## Why stretching widens the gap of Bi₂Se₃, and why the gain runs out

Stretching Bi₂Se₃ equally in all directions widens its computed gap up to +3 % strain, but each further per cent adds less, and at +4 % the gap shrinks. The widening most likely comes from layers that lose contact with one another. The reversal comes from a change in where the highest filled state lies.

Bi2Se3 (tetradymite structure, R-3m, 5 atoms in the cell) under hydrostatic strain, given per length; changes are counted from the unstrained cell. Ansatz 0.2.0, plane-wave PAW, r2SCAN, no spin polarisation, 500 eV cutoff, 8×8×8 k mesh. The unstrained cell and the atoms in each strained cell were relaxed with r2SCAN+rVV10.

| strain (%) | band gap (eV) | band gap change (eV) | least direct gap change (eV) | gap kind | pressure change (GPa) |
| --- | --- | --- | --- | --- | --- |
| -4 | 0.368 | -0.254 | -0.254 | direct | 6.97 |
| -3 | 0.434 | -0.188 | -0.188 | direct | 4.75 |
| -2 | 0.499 | -0.123 | -0.123 | direct | 2.88 |
| -1 | 0.563 | -0.060 | -0.060 | direct | 1.30 |
| 1 | 0.677 | 0.055 | 0.055 | direct | -1.05 |
| 2 | 0.724 | 0.102 | 0.102 | direct | -1.91 |
| 3 | 0.761 | 0.139 | 0.139 | direct | -2.59 |
| 4 | 0.743 | 0.121 | 0.163 | indirect | -3.14 |

The band gap is the distance from the highest filled to the lowest empty state, wherever in the band structure the two lie. The least direct gap compares filled and empty states of the same wave vector. Both changes are counted from the unstrained cell, whose gap is 0.62 eV. In every row the least direct gap sits at Γ, the centre of the Brillouin zone, where equivalent orbitals in all cells have the same phase.

These are r2SCAN gaps without spin–orbit coupling, and for this compound that matters in every row. In real Bi₂Se₃ the coupling is strong enough to exchange the two band edges at Γ, which makes the material a topological insulator. The table therefore describes the separation of the edges before that exchange. Neither the size nor the sign of its trend should be read as that of the measured gap. The rows from −4 to −2 % carry an added warning, because their gaps are small even before the coupling is included.

### Layers that touch, and layers that let go

Bi₂Se₃ is built of sheets five atoms thick, Se–Bi–Se–Bi–Se. Within a sheet the bonds are strong and partly covalent. Between sheets, selenium faces selenium across a van der Waals gap. The states at the band edges are usually described as p orbitals that point along the stacking direction, so they reach into this space and overlap with the next sheet.

In a stack of many sheets, such an overlap spreads each state of a single sheet into a band. The energy depends on the phase between neighbouring sheets: it is low where the facing lobes have the same sign (bonding) and high where they have opposite signs (antibonding). In the standard picture without spin–orbit coupling, the filled edge state at Γ is odd under inversion and the empty one is even. With equal phase in all sheets, the odd state changes sign halfway across the space and is antibonding there, while the even state keeps its sign and is bonding. The first is pushed up and the second down, which brings the edges closer together. Pulling the sheets apart undoes both shifts and widens the gap. Orbital characters and parities were not printed for these runs, so this part rests on that picture.

The picture also explains the fading gain, once one asks where the added length goes. One per cent of strain adds about 0.1 Å to each repeat of sheet plus space. The stresses and the relaxed atomic positions of the same calculations show how the crystal takes it up. Between −4 and −3 % the stress along the stacking direction changes by 2.0 GPa; between +3 and +4 % it changes by only 0.13 GPa.

That is a softening by a factor of about 15, against 3 for the in-plane stress. A stiff, covalently bonded sheet hardly thickens when its load changes so little, while being stretched sideways makes it thinner. The relaxed positions bear this out. Between +3 and +4 % the space between the sheets opens by about 0.16 Å, although the repeat grows by only 0.098 Å. The opening is thus about two thirds larger than the added length, and the sheets become clearly thinner to make up the difference.

Overlap between orbital tails falls off roughly exponentially with distance. At +3 % the sheets are further apart and less overlap is left, so the next per cent removes less of it, even though the space opens by more than the added length. The direct gap then gains 0.024 eV.

Compression fits this picture less well. Squeezed sideways, the sheets thicken slightly, by 0.06 Å between zero strain and −4 %. They take up none of the shortening: the space between them closes by about 0.45 Å while the repeat shrinks by only 0.39 Å. With an overlap that grows exponentially, the gap should then fall faster with each per cent. Yet its slope hardly changes on that side: the step from −4 to −3 % is worth 0.066 eV and the step from −2 to −1 % still 0.063 eV. Either the overlap grows less steeply at short distance, or something offsets it. Shorter Bi–Se bonds within the squeezed sheets could do so by pushing filled and empty states apart, but these runs do not isolate that effect.

### From stress to gap

The argument can be put into numbers by letting the stress measure the contact between sheets. Let $S$ be the overlap across the space. The shift of the band edges grows as $S$, while the repulsion between closed shells, and with it the stress it causes, grows as $S^2$. If $\sigma$ is the normal stress, positive in compression, and a constant $\sigma_a$ stands for the attraction between the sheets, then

$$S \propto \sqrt{\sigma+\sigma_a}, \qquad \Delta E = -B\left(\sqrt{\sigma+\sigma_a}-\sqrt{\sigma_0+\sigma_a}\right).$$

Here $\Delta E$ is the change of the direct gap and $\sigma_0$ is the normal stress of the unstrained cell. That stress is 0.92 GPa rather than zero, because the cell was relaxed with an added van der Waals term that r2SCAN alone lacks. The stresses in the fit lack that term too, so $\sigma_a$ should not be read as the full attraction between the sheets. Fitting $B$ and $\sigma_a$ to all eight rows gives 0.174 eV per square root of GPa and 0.685 GPa.

Take the row at +3 %, which was part of the fit. Its normal stress is −0.453 GPa, a slight tension. The first root is $\sqrt{-0.453+0.685}=0.48$ and the second is $\sqrt{0.92+0.685}=1.27$, both in square roots of GPa. The gap should change by $-0.174\times(0.48-1.27)\approx 0.14$ eV, which is what the table gives.

Over the eight rows the typical miss is 0.002 eV, on changes that reach a quarter of an electronvolt. The shape is less perfect: the formula makes the last step too large, 0.029 eV instead of 0.024 eV. Either something besides the contact between sheets acts at large expansion, or a constant attraction is too crude there.

Two comparisons show what the fit is worth. If all bonds simply weakened with the inverse square of their length, as in a uniformly stretched solid, the last step would be twice as large as computed. Putting the in-plane stress into the same square-root formula does much better than that, with a typical miss of 0.005 eV, but it too overshoots the last step, by half. The normal stress describes the trend best, yet two quantities that change smoothly together cannot prove which one is the cause. The printed output below gives the three fits and their slopes.

### The row that turns back

At +4 % the direct gap at Γ is still growing, but the band gap has fallen by 0.018 eV from the row before. The lowest empty state is still at Γ. The highest filled state is not: it now lies at a side maximum of the valence band, 0.042 eV above the valence edge at Γ. The gaps are the least found over the k mesh and a set of named points, so the true maximum may lie slightly higher. An electron excited across the smallest gap must therefore change its wave vector, which is what "indirect" means in the table.

One row earlier the highest filled state found at the sampled wave vectors was still at Γ, so the side maximum was at most about level with the Γ edge. Within a single per cent it has thus gained roughly 0.04 eV or more on that edge. Fading contact between the sheets offers a reason. The valence edge at Γ had been pushed up by the contact and sinks as the contact goes. The side maximum lies at the wave vector (0.34, 0.49, 0.49), in units of the reciprocal lattice vectors. There the wave largely reverses its sign from one sheet to the next, so an overlap that is antibonding at Γ should be mostly bonding. Losing contact would then not lower this state and may even raise it.

The lowest empty state has also moved closer to the side maximum, although loss of contact should raise that empty state. Either the side maximum rises faster, or the stretching of the sheets themselves plays a part: longer Bi–Se bonds interact more weakly, which would let the filled selenium-like and the empty bismuth-like states approach each other. This second effect could also explain why the formula overshoots the last step. A calculation that stretched the sheets while holding the space between them fixed could test this, but the table has none.

### Using the trend

Around zero strain the direct gap changes by 0.0575 eV per per cent. Carried on to +4 %, that slope promises a gain of $4\times0.0575=0.23$ eV, whereas the band gap gains only 0.12 eV. At −4 % the same rule gives a loss of 0.23 eV against a computed 0.25 eV. A single coefficient is thus a fair guide in compression and a poor one in expansion.

The coefficient also belongs to equal strain, which in a layered crystal is not equal pressure. At −4 % the in-plane stress is 8.5 GPa and the normal stress 6.8 GPa. Under a true fluid pressure the stacking direction would shorten more and the plane less, and the sheets would be pressed together harder for the same loss of volume.

For another way of straining this crystal, the first question is what happens to the space between the sheets. Closing it should narrow the gap treated here and opening it should widen the gap, with a gain that fades as contact is lost. The second question is whether the bonds within the sheets are stretched as well, because that may work against the gain and help to hand the valence edge to a different state.

Output of the analysis:

```
fit of g on 8 rows: coefficient of sqrt(szz + s) - sqrt(0.9215 + s) -0.1744 +/- 0.0011, s 0.685; rms 0.00234, worst 1 -0.00296, leave-one-out rms 0.00456
fit of g on 8 rows: coefficient of dinv 2.69 +/- 0.13; rms 0.0194, worst 4 0.0399, leave-one-out rms 0.0252
fit of g on 8 rows: coefficient of sqrt(sxx + s) - sqrt(0.9668 + s) -0.2725 +/- 0.0038, s 11.1; rms 0.00514, worst 4 0.00774, leave-one-out rms 0.0095
Slopes per 1 % strain from the row above:
  row  direct_gap_meV  normal_GPa  inplane_GPa  overlap_model_meV  uniform_model_meV  inplane_model_meV
   -3              66       2.037         2.31              69.93              59.86              73.37
   -2              65       1.636        2.001              66.37              58.04              67.63
   -1              63       1.275        1.722              62.45              56.29              61.85
    1            57.5      0.8122         1.36              55.11               53.8              53.18
    2              47      0.4557        1.064              47.75              51.44              45.22
    3              37      0.2514       0.8898              37.25              49.95              39.74
    4              24      0.1316       0.7608              28.74              48.52              35.59
Direct gap slope, first interval over last (ratio): 2.75
Normal stress slope, first interval over last (ratio): 15.48
In-plane stress slope, first interval over last (ratio): 3.036
Direct gap slope around zero strain per unit of relative volume change (eV): 1.917
Gap at +4 % less gap at +3 % (eV): -0.018
Direct gap at +4 % less that at +3 % (eV): 0.024
Side valence maximum above the valence edge at Gamma at +4 % (eV): 0.042
Length added per layer repeat by 1 % strain (angstrom): 0.09754
```
